Dear colleague,

The O–H stretch that centroid molecular dynamics (CMD) gives you for ice slides to the red as the simulation is cooled, and most of that slide is made by the method. I derive it below for a bond that is exactly harmonic, so that no true anharmonic shift can be mixed up with it, and I show why constraining the mean bond length removes it. CMD is due to Cao and Voth (1994). Marx and co-workers described this "curvature problem" in 2009, Trenins and Althorpe traced it to artificial instantons in 2018, and Trenins, Willatt and Althorpe introduced quasi-centroid dynamics (QCMD) in 2019.

**1. Premises**

The O–H vector $\mathbf q$, with length $r$ and angle $\theta$ from the hydrogen-bond axis, carries the reduced mass $m$ and moves in

$$V(r)+U(\theta)=\tfrac12 m\omega^2(r-r_0)^2+\tfrac12 m\omega_L^2r_0^2\theta^2 .\tag{1}$$

The second term hinders the rotation, and $\omega_L=0$ is the free rotor. There are $d$ directions transverse to the bond, $d=1$ in a plane and $d=2$ in space. Frequencies are angular in the formulas and quoted as $\omega/2\pi c$ in cm$^{-1}$, and $\beta=1/k_BT$.

The quantum Boltzmann distribution is that of a closed ring of $P$ beads with weight $e^{-\beta\Phi}$,

$$\Phi=\frac1P\sum_{j=1}^{P}\Big[\tfrac12 m\omega_P^2|\mathbf q_{j+1}-\mathbf q_j|^2+V(r_j)+U(\theta_j)\Big],\qquad \omega_P=\frac{P}{\beta\hbar}.\tag{2}$$

For any bead variable $z_j$ I use real Fourier modes $z_k$, normalised so that $P^{-1}\sum_j z_j^2=\sum_k z_k^2$, with $z_0=P^{-1}\sum_jz_j$. The spring term of a Cartesian component is then $\sum_k\frac12m\omega_k^2z_k^2$ with $\omega_k=2\omega_P\sin(\pi |k|/P)$. For $P\to\infty$ this tends to $|k|\omega_1$ with $\omega_1=2\pi/\beta\hbar$, and there are two modes (cosine and sine) for each $|k|\ge1$.

CMD fixes the Cartesian centroid $\mathbf Q=P^{-1}\sum_j\mathbf q_j$, integrates out all other modes to get a free energy $F(\mathbf Q)$, and moves $\mathbf Q$ classically with mass $m$ on $F$. I place the centroid on the axis at distance $X$ from the origin and write $\mathbf q_j=(X+x_j,\mathbf y_j)$ with $x_0=0$ and $\mathbf y_0=0$.

**2. Stability of the collapsed ring**

With all beads at the centroid, every bead feels the same force. A uniform force has a component only along $k=0$, which the constraint holds, so the collapsed ring is stationary for every $X$. Its stability follows from the second derivatives of (1). To second order $r=X+x+|\mathbf y|^2/2X$ and $\theta^2=|\mathbf y|^2/X^2$, so

$$V+U=V(X)+V'(X)x+\tfrac12m\omega^2x^2+\tfrac12m\Omega^2(X)|\mathbf y|^2,$$

$$\Omega^2(X)=\frac{V'(X)}{mX}+\frac{\omega_L^2r_0^2}{X^2}=\omega^2\Big(1-\frac{r_0}{X}\Big)+\frac{\omega_L^2r_0^2}{X^2}.\tag{3}$$

The term $V'/X$ is pure geometry. A bead that steps sideways lengthens its bond by $|\mathbf y|^2/2X$, and for a compressed bond ($V'<0$) that lowers the energy. The linear term drops out because $x_0=0$. The radial modes have stiffness $m(\omega_k^2+\omega^2)>0$. The transverse modes have $m(\omega_k^2+\Omega^2)$, and the softest is $|k|=1$.

For $\omega_L=0$ the condition $\omega_1^2+\Omega^2<0$ reads $r_0/X>1+\omega_1^2/\omega^2$, so the ring is unstable for

$$X<R_c=\frac{r_0}{1+(\omega_1/\omega)^2}.\tag{4}$$

Since $\omega_1\propto T$, $R_c$ climbs towards $r_0$ on cooling. With hindrance, set $a=\omega_L^2/\omega^2$, $b=\omega_1^2/\omega^2$ and $\xi=r_0/X$. The threshold obeys $a\xi^2-\xi+1+b=0$, and the root that joins (4) as $a\to0$ gives

$$R_c^{L}=\frac{2a\,r_0}{1-\sqrt{1-4a(1+b)}}\approx r_0(1-a-b).\tag{5}$$

As $T\to0$ this stops near $r_0(1-a)$. A libration acts as a spring that does not weaken on cooling.

**3. The artificial instanton**

For $d=2$, $\omega_L=0$ the state that replaces the collapsed ring can be written down exactly. Let the beads lie evenly, once round, on a circle of radius $\rho$ about the axis in the plane $x_j=0$. All have $r=\sqrt{X^2+\rho^2}$. The axial force is the same on each bead and is taken up by the constraint. The transverse force on bead $j$ is $-m[\omega_1^2+\omega^2(1-r_0/r)]\mathbf y_j$, which vanishes when $r=R_c$. So for $X<R_c$ there is a stationary ring with $\rho^2=R_c^2-X^2$ and

$$\Phi_{\rm ring}=\tfrac12m\omega_1^2(R_c^2-X^2)+V(R_c).\tag{6}$$

The force on the centroid is $-d\Phi_{\rm ring}/dX=m\omega_1^2X$. It joins the harmonic force $m\omega^2(r_0-X)$ continuously at $R_c$, by (4), and then falls slowly as $X$ decreases. The curvature drops from $+m\omega^2$ to $-m\omega_1^2$. The centroid moves inward while no bond gets shorter than $R_c$. This extended periodic path is the instanton. It is artificial because (1) has no barrier to tunnel through. It exists only because the constrained coordinate $X$ has stopped measuring the bond length.

**4. The centroid free energy with fluctuations**

A Gaussian expansion about the collapsed ring diverges at the threshold, so I use a different reduction. Bond-length excursions and the arc depth $|\mathbf y|^2/2r_0$ are both small against $r_0$ but comparable with each other. Keep

$$u_j\equiv r_j-r_0=X-r_0+x_j+w_j,\qquad w_j=\frac{|\mathbf y_j|^2}{2r_0},\qquad \theta_j^2=\frac{|\mathbf y_j|^2}{r_0^2}.$$

In modes, $u_0=X-r_0+s$ with $s\equiv w_0=\sum_{k\ne0}|\mathbf y_k|^2/2r_0$, and $u_k=x_k+w_k$ for $k\neq0$. Changing variables from $x_k$ to $u_k$ at fixed $\mathbf y$ is a shift with unit Jacobian, and

$$\Phi=\tfrac12m\omega^2(X-r_0+s)^2+\sum_{k\ne0}\tfrac12m\Big[(\omega_k^2+\omega_L^2)|\mathbf y_k|^2+\omega^2u_k^2+\omega_k^2(u_k-w_k)^2\Big].$$

The Gaussian integral over $u_k$ leaves $\frac12m\,\omega_k^2\omega^2(\omega^2+\omega_k^2)^{-1}w_k^2$. This does not depend on $X$, is bounded by $\frac12m\omega_k^2w_k^2$, and is therefore smaller than the transverse spring energy by a factor of order $\epsilon=\langle|\mathbf y|^2\rangle/r_0^2$. I drop it. The first term is also quartic in $\mathbf y$, but it carries the large $\omega^2$ and is kept whole. The result is

$$e^{-\beta F(X)}\propto\Big\langle e^{-\beta m\omega^2(X-r_0+s)^2/2}\Big\rangle_{\mathbf y},\tag{7}$$

where each component of each $\mathbf y_k$ is an independent Gaussian of variance $\sigma_k^2=1/\beta m(\omega_k^2+\omega_L^2)$. Equation (7) is a convolution. It says $X=r_0+u_0-s$, where the mean bond extension $u_0$ is Gaussian with the classical variance $\ell^2=1/\beta m\omega^2$ and is independent of the arc depth $s$.

Differentiate (7), writing $\langle\cdot\rangle_X$ for the average with the integrand as weight. The first derivative is $F'=m\omega^2(X-r_0+\langle s\rangle_X)$. Because the log-weight contains $-\beta m\omega^2Xs$, we have $d\langle s\rangle_X/dX=-\beta m\omega^2\,{\rm Var}_X(s)$, and

$$F''(X)=m\omega^2\big[1-\beta m\omega^2\,{\rm Var}_X(s)\big].\tag{8}$$

The centroid force constant is below $m\omega^2$ at every $X$, on the stable side of the threshold too.

The role of the hindrance is simple in this form. Its energy is $m\omega_L^2r_0s=m\omega^2ar_0s$, and completing the square in (7) gives $F(X)=F_{\rm free}(X+ar_0)-m\omega_L^2r_0X+{\rm const}$. The soft region is moved inward by $ar_0$, as in (5).

**5. Cumulants of the arc depth**

For one Gaussian mode $\langle e^{ty^2/2r_0}\rangle=(1-t\sigma^2/r_0)^{-1/2}$. There are $2d$ modes for each $k\geq 1$, so $\ln\langle e^{ts}\rangle=-d\sum_{k\ge1}\ln(1-t\sigma_k^2/r_0)$ and the cumulants are $\kappa_n=d\,(n-1)!\sum_{k\ge1}(\sigma_k^2/r_0)^n$. Use $\sum_{k\ge1}(k^2+\eta^2)^{-1}=(\pi\eta\coth\pi\eta-1)/2\eta^2$ with $\eta=\omega_L/\omega_1$, so that $\pi\eta=z=\beta\hbar\omega_L/2$. The sum of squares is minus the derivative of this with respect to $\eta^2$, namely $(z\coth z+z^2{\rm csch}^2z-2)/4\eta^4$. Then

$$\kappa_1=\frac{d\,(z\coth z-1)}{2\beta m r_0\omega_L^2},\qquad \epsilon=\frac{2\kappa_1}{r_0},\tag{9}$$

$$\Lambda\equiv\frac{\kappa_2}{\ell^2}=\Lambda_0f(z),\qquad\Lambda_0=\frac{d\,\hbar\,\omega^2}{8mr_0^2\omega_L^3},\qquad f=\coth z+z\,{\rm csch}^2z-\frac2z .\tag{10}$$

By independence $\langle X\rangle=r_0-\kappa_1$ and ${\rm Var}X=\ell^2(1+\Lambda)$.

The derivative $f'=2/z^2-2z\cosh z/\sinh^3z$ is positive, because $\sinh^3z>z^3\cosh z$ for $z>0$, so $\Lambda$ grows steadily on cooling. For small $z$, $f\to2z^3/45$ and $\Lambda\to d\beta^3\hbar^4\omega^2/1440\,mr_0^2$, the free-rotor law, which rises as $T^{-3}$. For large $z$, $f\to1$, so with hindrance the softening saturates at $\Lambda_0$.

The limit has a meaning you will recognise. The centroid variance times $\beta$ is the static response of the axial coordinate, which at $T=0$ is $\sum_n2|X_{n0}|^2/(E_n-E_0)$. The stretch contributes $1/m\omega^2$. The operator $y^2/2r_0$ connects the librational ground state to the overtone at $2\hbar\omega_L$ with $\langle2|y^2|0\rangle=\sqrt2\,\hbar/2m\omega_L$, which contributes $\hbar/8m^2r_0^2\omega_L^3$ per direction. Multiplied by $m\omega^2d$ this is $\Lambda_0$. In the quantum spectrum that response sits in a weak band near $2\omega_L$. CMD has one axial coordinate to carry both responses, and so merges them into a single lowered frequency.

**6. From the force to the band**

For a dipole linear in $\mathbf q$ the absorption polarised along the axis is proportional to the Fourier transform of $C(t)=\langle\dot X(0)\dot X(t)\rangle$. Its mean-square frequency is $-\ddot C(0)/C(0)$. With $m\ddot X=-F'$, $C(0)=1/\beta m$ and $-\ddot C(0)=\langle F'^2\rangle/m^2$, so

$$\omega_{\rm rms}^2=\beta\langle F'^2\rangle/m=\langle F''\rangle/m,$$

the last step by partial integration against $e^{-\beta F}$. Let $v=(X-\langle X\rangle)/\sqrt{{\rm Var}X}$ have density $p$, and write $p'/p=-v+\delta(v)$. Partial integration gives $\langle vp'/p\rangle=-1$, and $\langle v^2\rangle=1$, so $\langle v\delta\rangle=0$ and $\langle(p'/p)^2\rangle=1+\langle\delta^2\rangle$. Since $\beta F'=-(p'/p)/\sqrt{{\rm Var}X}$,

$$\omega_{\rm rms}=\frac{\omega}{\sqrt{1+\Lambda}}\sqrt{1+\langle\delta^2\rangle}.\tag{11}$$

For small skewness $\gamma=-\kappa_3/({\rm Var}X)^{3/2}$ the density is the Gaussian times $1+\gamma(v^3-3v)/6$, so $\delta=\gamma(v^2-1)/2$ and $\langle\delta^2\rangle=\gamma^2/2$. When $\gamma$ is small the well is nearly harmonic and the band lies at $\omega/\sqrt{1+\Lambda}$.

**7. The quasi-centroid**

Now constrain $R=P^{-1}\sum_jr_j$, together with the mean orientation, which I again put on the axis. For the harmonic bond there is an identity,

$$\frac1P\sum_jV(r_j)=V(R)+\tfrac12m\omega^2\frac1P\sum_j(r_j-R)^2 .$$

The spring energy and $U$ are non-negative and vanish for the collapsed ring on the axis. Hence $\Phi\ge V(R)$ with equality only for the collapsed ring, which is the global constrained minimum at every $R$ and every $T$. The ring of Section 3 has $R=R_c$ whatever $X$ is, so it no longer offers a cheap path to small values of the constrained coordinate.

The Hessian shows where the dangerous term went. With a multiplier $\lambda$, stationarity of $\Phi-\lambda P^{-1}\sum_jr_j$ requires $\lambda=V'(R)$. The transverse second derivative of $r$ is $1/R$, so the multiplier term subtracts $V'(R)/R$ and cancels the first term of (3). The stiffnesses are $m(\omega_k^2+\omega^2)$ and $m(\omega_k^2+\omega_L^2r_0^2/R^2)$, all positive. At the level of (7), $R=r_0+u_0$ is Gaussian with variance $\ell^2$, so $F''=m\omega^2$. QCMD moves $R$ with the mass $m$, which is a premise of the method, and the band stays at $\omega$.

**8. The neglected terms**

The Gaussian expansion about the collapsed ring contains all terms of first order in the fluctuations, including those that (7) drops, so well away from the threshold it measures them. For the centroid it gives $F_1=(d/2\beta)\sum_{k\ne0}\ln(\omega_k^2+\Omega^2)$ plus a constant from the radial modes. At $X=r_0$, (3) gives $\Omega^2=\omega_L^2$, $(\Omega^2)'=\omega^2(1-2a)/r_0$ and $(\Omega^2)''=-2\omega^2(1-3a)/r_0^2$. Using $\epsilon=d\sum_{k\neq0}\sigma_k^2/r_0^2$ and $\Lambda=\beta m\omega^2d\sum_{k\ne0}\sigma_k^4/2r_0^2$,

$$-\frac{F_1''}{m\omega^2}=(1-2a)^2\Lambda+(1-3a)\,\epsilon .\tag{12}$$

To the same order (8) gives $\Lambda$, so the difference between (12) and $\Lambda$ is the leading correction. The next terms are of order $\epsilon\Lambda$.

For the quasi-centroid, in polar coordinates the Jacobian supplies $R^{dP}$ and the angular Gaussians $R^{-d(P-1)}$. The remaining $R^d$ is the classical volume factor. It and the centrifugal term of the centroid motion alter the curvature in relative order $\ell^2/r_0^2$, in both methods. What is left is $F_1$ with $\Omega^2$ replaced by $W=\omega_L^2r_0^2/R^2$, where $W'=-2a\omega^2/r_0$ and $W''=6a\omega^2/r_0^2$ at $r_0$:

$$\frac{F_1''}{m\omega^2}=3a\epsilon-4a^2\Lambda .\tag{13}$$

The term $\Lambda$ survives only with the small factor $4a^2$.

The quantum fundamental of (1) itself differs a little from $\omega$. The only coupling is the angular kinetic energy $L^2/2mr^2$. Its average in the librational ground state is $d\hbar\omega_L/4$ at $r_0$, and $1/r^2$ has second derivative $6/r_0^4$, so first-order perturbation theory adds $3d\hbar\omega_L/2r_0^2$ to the force constant.

**9. Range of validity**

Equations (4) to (6) and the minimum property of Section 7 are exact for the model (1), at finite $P$ too if $\omega_1=2\omega_P\sin(\pi/P)$ is used. The continuum sums need $P$ well above $\beta\hbar\omega$. Equations (7) to (11) need $\epsilon\ll1$, $a\ll1$ and $b\ll1$, since (12) shows corrections of relative order $a$ and $\epsilon/\Lambda$, and the latter is of order $a$ or $b$. They need small angles, so no paths winding round the origin, which for a free rotor requires $\hbar^2/2mr_0^2\ll k_BT$. Reading $\omega/\sqrt{1+\Lambda}$ as the peak position needs $\gamma^2\ll1$. Otherwise it is a lower bound on $\omega_{\rm rms}$, and the band is also broadened. The model is one harmonic oscillator with a linear dipole, a hindrance independent of $r$, and fully converged constrained sampling. It omits the coupling between bonds and the real anharmonic shift. For an anharmonic bond, (3) holds with the true $V'$. Under the radial constraint the global argument needs convex $V$, and local stability needs $V''(R)+m\omega_1^2>0$, which can fail only beyond the inflection point of the stretch. QCMD remains a mean-field dynamics and cures only the softening that comes from the chosen curvilinear coordinates.

**10. Ice Ih at 150 K**

As typical inputs take $m=0.948$ u, $r_0=0.98$ Å, $\omega=3400$ cm$^{-1}$, $\omega_L=800$ cm$^{-1}$ and $d=2$. Then $\hbar^2/m=35.56$ cm$^{-1}$ Å$^2$, $m\omega^2=3.25\times10^5$ cm$^{-1}$ Å$^{-2}$, $a=0.0554$ and $\Lambda_0=0.209$. At 150 K, $k_BT=104.3$ cm$^{-1}$, $\beta\hbar\omega=33$, $\omega_1=655$ cm$^{-1}$, $b=0.0371$, $\ell=0.0179$ Å, $z=3.837$ and $f=0.487$.

Without hindrance $R_c=0.945$ Å. The limit $z\to0$ of (9) is $\kappa_1=d\beta\hbar^2/24mr_0$, which gives $\langle X\rangle=0.951$ Å, and $\Lambda=0.52$ gives a standard deviation of $0.022$ Å. The mean centroid is only 0.3 standard deviations outside the threshold, so the instanton region is visited all the time. The rotational constant $\hbar^2/2mr_0^2$ is 18.5 cm$^{-1}$, well below $k_BT$.

With hindrance $R_c^L=0.887$ Å (0.889 Å from the linear form of (5)), $\kappa_1=0.0168$ Å, $\langle X\rangle=0.963$ Å, $\Lambda=0.102$, and the standard deviation is $0.0188$ Å. The threshold is 4.0 standard deviations away. In this model of ice the ring seldom reaches the instanton, and the shift comes from the softened transverse fluctuations that precede it.

| $T$ / K | $\omega_1$ / cm$^{-1}$ | $R_c$ / Å | $R_c^L$ / Å | $\Lambda$ | CMD shift $\omega/\sqrt{1+\Lambda}-\omega$ / $10^2$ cm$^{-1}$ |
|---|---|---|---|---|---|
| 250 | 1092 | 0.888 | 0.830 | 0.051 | $-0.8$ |
| 150 | 655 | 0.945 | 0.887 | 0.102 | $-1.6$ |
| 75 | 328 | 0.971 | 0.913 | 0.155 | $-2.4$ |

The corrections at 150 K are as follows. The skewness is $\gamma=-0.030$, which raises $\omega_{\rm rms}$ by 0.7 cm$^{-1}$. The classical terms have $\ell^2/r_0^2=3.3\times10^{-4}$. With $\epsilon=0.034$, (12) gives $0.080+0.029=0.109$, which exceeds $\Lambda$ by 0.007 and lowers the band by a further 11 cm$^{-1}$. The two corrections in (12) are each a fifth to a third of $\Lambda$ and largely cancel. The next order, $\epsilon\Lambda=0.003$, is worth 5 cm$^{-1}$ times a coefficient of order one. The CMD shift of the model is thus about $-1.6\times10^2$ to $-1.7\times10^2$ cm$^{-1}$, and a third figure is not supported. In a water molecule the in-plane motion of the hydrogen is partly the stiffer bend. Freezing that direction altogether ($d=1$) halves $\Lambda$ to 0.051 and gives $-0.8\times10^2$ cm$^{-1}$, so the two cases bracket the effect for the chosen $\omega_L$.

For the quasi-centroid, (13) gives $+0.0044$, a shift of $+8$ cm$^{-1}$. The first-order quantum estimate raises the force constant by the fraction 0.0077, a shift of $+13$ cm$^{-1}$. For a bond whose fundamental lies some ten wavenumbers above $\omega$ and hardly depends on temperature in this range, QCMD stays within a few wavenumbers of that estimate, while CMD falls between one and two hundred wavenumbers below it at 150 K and keeps falling on cooling until $\Lambda$ reaches $\Lambda_0$.